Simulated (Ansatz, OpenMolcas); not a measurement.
**BH3S (SMILES BS): the energy, rung by rung**

BH3S has 5 atoms, charge 0, and is taken as a singlet. SMILES: `BS`. The coordinates come from a PBE0-D4/def2-TZVP relaxation.

```xyz
5

B    -0.3921   -0.4210    0.0881
S     0.1617    1.2369   -0.1543
H    -1.5629   -0.5564    0.2642
H     0.3671   -1.3376    0.0742
H     1.4761    1.0044   -0.3136
```

Each level gives the energy change with the B1–S2 bond stretched from 1.765 to 2.647 Å (eV). The values are calculated.

```tsv
level	kind	program	value (eV)	less FCI/STO-3G	CPU time (all runs)
HF/STO-3G (restricted)	Hartree–Fock	OpenMolcas	5.07	+0.88	2.6 s
SVWN5/STO-3G (restricted)	LDA	Ansatz	4.67	+0.48	1.2 s
BLYP/STO-3G (restricted)	GGA	Ansatz	4.08	-0.11	1.7 s
revPBE/STO-3G (restricted)	GGA	Ansatz	4.25	+0.06	1.7 s
PBE0/STO-3G (restricted)	global hybrid	OpenMolcas	4.72	+0.53	6.2 s
r2SCAN0/STO-3G (restricted)	hybrid meta-GGA	Ansatz	4.80	+0.61	4 s
HSE06/STO-3G (restricted)	range-separated hybrid	Ansatz	4.71	+0.52	2.2 s
RPA@PBE/STO-3G (restricted)	RPA	Ansatz	4.20	+0.01	2.6 s
CCSDTQ/STO-3G (restricted)	coupled cluster or CI	Ansatz	4.19	0.00	4.3 s
FCI/STO-3G	exact in the basis	Ansatz	4.19	0.00	2.2 s
```

FCI/STO-3G is exact within its basis and frozen core, so for wave-function methods in that basis the difference is their error; functionals converge differently with the basis, so for them it is only a difference. A spin-restricted reference rises too steeply as a bond breaks; here HF/STO-3G, SVWN5/STO-3G, PBE0/STO-3G, r2SCAN0/STO-3G, HSE06/STO-3G lie well above the multireference or unrestricted value. The first shape isn't each level's own minimum. The values span 4.08 to 5.07 eV. All rows use very small basis sets, so none should be taken for the real molecule's value. Times are those of the runs behind each value, whatever else they computed, on shared processors of several kinds: orders of magnitude only.

Stretching the B–S bond costs 4.19 eV in the exact treatment, and restricted Hartree–Fock overshoots this most. As the σ and σ* orbitals approach each other in energy, a single closed-shell determinant keeps too much ionic character, while the exact wavefunction mixes in the σ*² configuration. The planar H2B–SH geometry also allows sulfur's lone pair to donate into boron's empty p orbital, so stretching probably costs some π bonding as well.

The two GGAs fall close to the exact value, and the hybrids lie between them and Hartree–Fock. This suggests that semilocal exchange mimics part of the left–right correlation that exact exchange leaves out. SVWN5 breaks the pattern, landing near the hybrids without any exact exchange, in keeping with the LDA's usual overbinding. CCSDTQ recovers the correlation to the printed precision, so excitations beyond quadruples matter little here. RPA's near-agreement may owe something to error cancellation. The energy change is not a dissociation energy, since the fragments still interact at the stretched geometry.
